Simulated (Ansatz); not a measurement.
## A series in volume scale on Zn

Results calculated with Ansatz 0.2.0, not measured. Periodic Kohn-Sham DFT of a crystal at fixed atoms, scaled to volume_scale times the given cell; pressure positive in compression, energy less spherical unpolarised free atoms, largest_vzz the field gradient of largest size among the nuclei.

The cell before it is scaled or strained (space group P6_3/mmc, No. 194):
```
cell vectors (Å)
   2.6648     0.0000     0.0000
  -1.3324     2.3078     0.0000
   0.0000     0.0000     4.9467
atoms (fractions of the cell vectors)
Zn  0.33333  0.66667  0.25000
Zn  0.66667  0.33333  0.75000
```

Settings of every row: method all-electron PAW; functional PBEsol; relativity scalar; k mesh 18x18x8; filling fermi-dirac; smearing width 0.03 eV; nucleus gaussian.

Atom start moment: 0 on all atoms.

Limits: no gap: field gradients move with the k mesh.

| row | volume scale | V (Å³/atom) | largest V_zz (1e21 V/m^2) | pressure (GPa) |
| --- | --- | --- | --- | --- |
| 1 | 0.94 | 14.298 | 3.83 | -0.726 |
| 2 | 0.95 | 14.45 | 3.767 | -1.643 |
| 3 | 0.96 | 14.602 | 3.705 | -2.498 |
| 4 | 0.98 | 14.906 | 3.58 | -4.036 |
| 5 | 0.99 | 15.059 | 3.518 | -4.727 |
| 6 | 1 | 15.211 | 3.458 | -5.371 |
| 7 | 1.01 | 15.363 | 3.399 | -5.971 |
| 8 | 1.02 | 15.515 | 3.341 | -6.525 |
| 9 | 1.04 | 15.819 | 3.233 | -7.518 |
| 10 | 1.05 | 15.971 | 3.185 | -7.96 |
| 11 | 1.06 | 16.123 | ? | ? |

Question: what largest V_zz and pressure should row 11 give?

Worked fit of largest V_zz. Take t = volume scale − 0.99. The shown rows have t = -0.05, -0.04, -0.03, -0.01, 0, 0.01, 0.02, 0.03, 0.05, 0.06. Least squares give largest V_zz = 3.5173 − 5.978 × t + 6.49 × t² 1e21 V/m^2; a straight line predicts inner rows, each left out in turn, worse (root mean square 0.007 against 0.0022 1e21 V/m^2). The rows lie off it by -0.002, 0.000, 0.003, 0.002, 0.001, 0.000, -0.001, -0.003, -0.002, 0.003, a smooth pattern that one more power would take up: the form is only approximate. The withheld row has t = 0.07, so the fit gives 3.5173 − 5.978 × (0.07) + 6.49 × (0.07)² = 3.131 1e21 V/m^2.

The calculation gave 3.144 1e21 V/m^2. The fit lies 0.013 1e21 V/m^2 (1.9 % of the column's range) below it; its largest miss of a shown row is 0.003 1e21 V/m^2. This row lies beyond the range of the fit.

Worked fit of pressure. Take u = (V_r/V)^(2/3) − 1 with V_r = 15.135 Å³ an atom, which is twice the finite (Eulerian) strain; such expansions in the strain, on which the Birch-Murnaghan equation of state is built, carry the rest volume and the bulk modulus. The shown rows have u = 0.03866, 0.03136, 0.02419, 0.01022, 0.00336, -0.00333, -0.00992, -0.0164, -0.02904, -0.03521. Least squares give pressure = −5.0568 + 95.907 × u + 398.3 × u² + 472 × u³ GPa; a parabola predicts inner rows, each left out in turn, worse (root mean square 0.005 against 0.0019 GPa). The rows lie off it by 0.000, 0.000, -0.001, -0.001, 0.003, 0.001, -0.002, 0.000, 0.000, 0.000. The withheld row has u = -0.04128, so the fit gives −5.0568 + 95.907 × (-0.04128) + 398.3 × (-0.04128)² + 472 × (-0.04128)³ = -8.370 GPa.

The calculation gave -8.373 GPa. The fit lies 0.003 GPa (0.039 % of the column's range) above it; its largest miss of a shown row is 0.003 GPa. This row lies beyond the range of the fit.
